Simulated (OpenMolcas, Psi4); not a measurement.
**Exact exchange and the HOMO–LUMO gap of InCl3**

The species is InCl3 (4 atoms), meant as a singlet with charge 0. SMILES: `[Cl][In]([Cl])[Cl]`. The coordinates come from a PBE0-D4/def2-TZVP relaxation.

The HOMO–LUMO gap y, in eV, basis def2-SVP with a core potential; a is the functional's share of exact exchange. Programs: OpenMolcas 26.06, Psi4 1.11.

| functional | program | a | y (eV) |
| --- | --- | --- | --- |
| r2SCAN | OpenMolcas | 0 | 4.75 |
| BLYP | OpenMolcas | 0 | 4.07 |
| TPSSh | Psi4 | 0.1 | 5.35 |
| B3LYP | OpenMolcas | 0.2 | ? |
| PBE0 | OpenMolcas | 0.25 | 6.50 |
| BHLYP | OpenMolcas | 0.5 | 8.70 |

Fit y = c + s·a to the known rows and predict B3LYP.


1. Means of the 5 rows: a = 0.1700, y = 5.874.
2. Σ(Δa)² = 0.178, Σ(Δa·Δy) = 1.5171, so the slope is 1.5171/0.178 = 8.523.
3. Intercept: 5.874 − (8.523) × 0.1700 = 4.425. The largest residual of the fit is 0.35.
4. B3LYP: 4.425 + (8.523) × 0.2 = 6.13 eV.

The run gave 5.91 eV, so the prediction is off by +0.22 eV, within the largest residual. Exact exchange lowers occupied levels and raises empty ones. The rows mix families of semi-local functionals, which the line can't see.

The gap widens with every increase in exact exchange, and B3LYP fits this order. Its value lies below the fitted line but almost exactly on the straight line between BLYP and BHLYP, its closest relatives in the set. The overestimate therefore probably reflects the semi-local part rather than any curvature in the response to exact exchange. At zero exact exchange, r2SCAN already gives a wider gap than BLYP, plausibly because its dependence on the kinetic-energy density makes the potential orbital-dependent.

In a molecule like this, the highest occupied levels are essentially chlorine 3p lone pairs, while the lowest empty level is expected to be In–Cl antibonding with strong indium 5s character. Non-local exchange acts directly among the occupied orbitals but gives an empty orbital no self-exchange to cancel its repulsion from the full electron cloud, so the two levels separate. The slope thus measures the sensitivity of orbital energies to the functional, and the gaps shouldn't be read as optical excitation energies, which also include electron–hole attraction.
